**Question: why does this hydrogen shift climb like a parabola, peak sharply and hardly come down?**

I am looking at a nudged elastic band for a hydrogen atom moving from boron to nitrogen in BH2N (PBE-D4, small basis, closed-shell orbitals).

Climbing-image nudged elastic band for a hydrogen shift in neutral, singlet BH2N, computed with Ansatz 0.2.0 at the spin-restricted PBE-D4/def2-SVP level. Five images lie between the relaxed ends, and the limit on the largest force component is 0.05 eV/Å. Energies are electronic, without zero-point terms.

| row | energy over the start (eV) | path length (Å) | band force (eV/Å) |
| --- | --- | --- | --- |
| 1 | 0.000 | 0.000 | n/a |
| 2 | 0.239 | 0.407 | 0.004 |
| 3 | 1.013 | 0.814 | 0.002 |
| 4 | 2.148 | 1.221 | 0.009 |
| 5 | 2.918 | 1.628 | 0.015 |
| 6 | 2.184 | 2.060 | 0.003 |
| 7 | 1.904 | 2.492 | n/a |

Doubling the path length from row 2 to row 3 roughly quadruples the energy, and this goes on past 2 eV, far beyond where I trust a harmonic picture. Then the profile turns over abruptly at row 5 and drops by only about 1 eV. Why does it have this shape? And since the top lies well past the middle of the path, is the transition state product-like?

**Answer**

**What the rows are.** Row 1 is linear iminoborane, H-B≡N-H. Row 7 is a different isomer, planar aminoborylene H2N-B, in which boron has only one neighbour. The path length $s$ is the summed Cartesian distance between successive images, all four atoms counted, and the band force is the largest force component left on an image. Rows 2 to 4 and row 6 are points on a slope and not intermediates. Row 5 is the climbing image, driven to the maximum, and its single imaginary vibration confirms a first-order saddle.

**Why the end lies high.** The table shows the end 1.904 eV above the start. Electron counting gives the standard reason. In HBNH boron uses its three valence electrons in the B-H bond and in the B-N bond, and two π bonds join the heavy atoms. In H2N-B nitrogen holds two hydrogens, so only its out-of-plane pair is left for π donation, while boron keeps two electrons as a lone pair that binds nothing. One X-H bond is swapped for another, but the in-plane π bond is lost, and the geometries agree with that: B-N lengthens from 1.25 to 1.38 Å.

**Why the rise is quadratic for so long.** The numbers show it plainly: over rows 2 to 4 the energy goes as $s$ to the power 2.01. The geometry of the top tells what kind of motion this is. The hydrogen starts on the far side of boron, on the molecular axis, and must swing round: the angle H-B-N closes from 179° to 63°, while the B-H bond has grown by only 16 % of its total change. Most of the way up is therefore a bend about an intact B-H bond. That rows 2 to 4 are stages of this bend is inferred from the start and the top.

Symmetry then explains the long harmonic range. A linear molecule bent one way is the mirror image of the molecule bent the other way, so the energy is an even function of the bending angle $\theta$, measured from the axis:

$$E(\theta) = c_2\theta^2 + c_4\theta^4 + \dots$$

The cubic term, which softens a bond stretch from early on, is absent. A bend can thus follow its parabola much further than a stretch. The argument says why the first correction comes late. It does not fix the size of $c_4$, and the rows do not isolate it either: $E/s^2$ rises from 1.443 to 1.529 eV/Å$^2$ and falls back to 1.441. The power of 2.01 is thus an average, in which a slight stiffening and a later softening nearly cancel.

The far side has a similar symmetry. The product has two equal N-H bonds of 1.03 Å, and rocking boron in the plane towards either hydrogen costs the same, so this well is even too. Boron carries 50 % of the squared displacement between top and end. Only row 6 samples this well, so its quadratic form is argued and only its curvature is read off: $(E-\Delta E)/(L-s)^2 = 1.50$ eV/Å$^2$, close to the values of $E/s^2$ on the way up. Here $L$ is the full path length and $\Delta E$ the reaction energy.

**Two wells that cross.** Give each bonding pattern its own parabola with a common constant $a$, and let the molecule follow the lower one:

$$E_1 = a s^2, \qquad E_2 = \Delta E + a(L-s)^2 .$$

Setting $E_1 = E_2$ cancels the $s^2$ terms and leaves $2aLs = \Delta E + aL^2$. With $\lambda = aL^2$, the crossing and its height are

$$\frac{s}{L} = \frac12\left(1+\frac{\Delta E}{\lambda}\right), \qquad E^{\ddagger} = \lambda\left(\frac{s}{L}\right)^2 = \frac{(\lambda+\Delta E)^2}{4\lambda}.$$

This is the Marcus form, and it contains the Hammond rule. With $\Delta E = 0$ the wells cross halfway. Lifting the product well slides the crossing towards the product, raises the forward barrier and lowers the backward one. For a neighbouring shift with wells of like stiffness, the sign and size of $\Delta E/\lambda$ are what to look at first.

The constant $a$ was fitted to rows 2, 3, 4 and 6, and the printed analysis after this answer lists the residuals. Row 5 was kept out, because the two patterns mix there, so the crossing can be compared with a top that did not enter the fit. With $a = 1.456$ eV/Å$^2$:

$$\lambda = 1.456 \times 2.492^2 = 9.04\ \text{eV}, \qquad \frac{s}{L} = \frac12\left(1+\frac{1.904}{9.04}\right) = 0.605,$$

$$E^{\ddagger} = \frac{(9.04+1.904)^2}{4 \times 9.04} = 3.31\ \text{eV}.$$

The band has its top at $s/L = 0.653$ and 2.918 eV. The model is thus 14 % too high relative to the computed barrier, and somewhat too early.

On the four fitted rows the parabolas hold to 0.027 eV root mean square, which is good but far above the rounding of the table. A smooth quartic with flat ends and one constant, fitted to the same rows, misses them by 0.198 eV and puts the barrier 0.7 eV too low, although its top falls nearer the right position. The profile is thus more sharply peaked than this gentle hump. That suits two crossing wells but does not prove them, since other peaked curves were not tried. The constant $a$ is not a force constant of any bond, because $s$ mixes the motion of all atoms, and the near equality of the two curvatures may be an accident of this molecule and this coordinate.

**The irregular rows.** Row 5 is where the start parabola fails: continued that far it would stand 0.94 eV above the table. The slopes show the turn setting in one segment earlier, falling from 2.79 eV/Å between rows 3 and 4 to 1.89 eV/Å between rows 4 and 5, where a parabola would go on steepening. The geometry gives the reason. At the top the hydrogen bridges boron and nitrogen, and the bond to nitrogen begins to repay the cost of bending.

Two-level theory says how this mixing corrects the cusp. With a coupling $V$ the lower state is

$$E_- = \tfrac12(E_1+E_2) - \sqrt{\tfrac14(E_1-E_2)^2+V^2}.$$

At the crossing the energy is lowered by $V$ and the square root has zero slope, so $E_-$ has the slope of the mean, $a(2s-L) = \Delta E/L$. For an uphill reaction this is positive, and the maximum moves to larger $s$. Mixing therefore makes the top lower and later than the cusp, which are the directions of both misfits. The gap of 0.39 eV between cusp and top would ask for a coupling of about that size. A constant $V$ of this size does not give the rest, though: put into the formula, it moves the top by only about a fifth of the distance that is missing, and leaves it roughly three times as sharply curved as the imaginary mode shows. The two-level picture thus explains the directions of the misfits and not their sizes.

The top is rounded, then, but still sharp beside the wells. Rows 4 to 6 give a curvature of $-8.6$ eV/Å$^2$, about three times the curvature $2a$ of the wells in magnitude. The imaginary mode at $-1360$ cm$^{-1}$ yields a value of the same order, though along a direction that is not quite the path. That mode has 86 % of its weight on the moving hydrogen, which slides nearly parallel to B-N, so the sharp part of the profile is the hand-over of the hydrogen itself.

Row 3 is the other irregular row, 0.048 eV above the fitted parabola, or about 5 % of its energy. This is real within the calculation, since the band force there is only 0.002 eV/Å. Two causes are possible. The bend may stiffen slightly before the approach to nitrogen softens it, or the mix of bending and stretching per ångström may change along the curved path. The energies alone cannot tell them apart.

**Late in what sense?** By path length the top is late, with most of the long swing behind it: the H-B-N angle and the N-H approach are each 75 % complete. The coordinates that report on bonding say otherwise. B-N has made 39 % of its change, and the angle at nitrogen to the spectator hydrogen only 6 %, so nitrogen has hardly begun to bend away from its linear arrangement. Pauling bond orders, with rough recalled length constants, give nitrogen about a third of the hydrogen's bonding. The saddle is late in position and still nearer the start in bonding, so the Hammond rule holds here for the path length and not for every coordinate.

**What the barrier is worth.** B-N-H fragments of this kind occur in the vapour growth of boron nitride films. At 1300 K the reaction energy is 17 $kT$, so on these numbers the isolated molecule stays overwhelmingly HBNH, and a borylene once formed has a way back of 9 $kT$. Surfaces may change this and are outside the calculation. The energies are electronic only, and the zero-point term, which matters for a moving hydrogen, is left out. The basis is small, semilocal functionals tend to underrate such barriers, and the barrier belongs to the one path that was found.

The open question is the electronic state. Closed-shell orbitals were imposed on every row, so a vanishing spin-squared value is built in and tests nothing. Whether an open-shell solution lies lower near the bridge at row 5, or at the borylene with its lone pair beside an empty orbital, is untested. If one did at the borylene, the second parabola would drop, and by the crossing formula the top would come lower and earlier. If one did only near the bridge, the barrier would fall and the reaction energy would stay.

The analysis program printed:

```
top row 5: forward 2.918, backward 1.014, reaction 1.904 eV, s/L 0.653
rounding 0.0005 eV and 0.0005 A; largest band force 0.015 eV/A
segment slopes eV/A: 0.59 1.90 2.79 1.89 -1.70 -0.65
exponent of E against s, rows 2-4: 2.01
E/s^2 rows 2-5, eV/A^2: 1.443 1.529 1.441 1.101
(E-dE)/(L-s)^2 rows 6, 5: 1.500 1.358 eV/A^2
fits to rows 2,3,4,6: a 1.456 eV/A^2 (2a 2.91), aL^2 9.04 eV; quartic B 1.009 eV
row, E, parabolas, model-E, quartic, model-E (eV)
2 0.239 0.241 +0.002 0.437 +0.198
3 1.013 0.965 -0.048 1.258 +0.245
4 2.148 2.170 +0.022 1.932 -0.216
5 2.918 2.991 +0.073 2.205 -0.713
6 2.184 2.176 -0.008 2.084 -0.100
rms on fitted rows: parabolas 0.027, quartic 0.198 eV
start parabola at row 5: 3.858 eV, +0.940 over the table
crossing: s/L 0.605, s 1.51 A, 3.31 eV, +0.39 eV (+14 %) over the top
quartic top: s/L 0.677, 2.21 eV
s/L from the two barriers alone: 0.629
start, top, end, share done at top (lengths good to about 0.01 A)
B-H3 A: 1.19 1.33 2.12 16 %
N-H3 A: 2.44 1.38 1.03 75 %
B-N A: 1.25 1.30 1.38 39 %
N-H4 A: 1.00 1.02 1.03
H3-B-N deg: 179 63 24 75 %
B-N-H4 deg: 178 175 123 6 %
bond orders at top, b 0.26 A (rough): B-H3 0.57, N-H3 0.25, N share 0.31
bond orders at top, b 0.37 A (rough): B-H3 0.67, N-H3 0.38, N share 0.36
start to top: chord 1.47, path 1.63 A; squared shares B N H3 H4 %: 33 5 47 16
top to end: chord 0.85, path 0.86 A; squared shares B N H3 H4 %: 50 20 20 10
imaginary mode: H3 weight 86 %, 18 deg off B-N
curvature at top eV/A^2: three points -8.6, ratio to 2a 2.9
from the mode -7.8, with centroid held fixed -9.7
kT at 1300 K 0.112 eV: forward 26 kT, reaction 17 kT, backward 9 kT
```
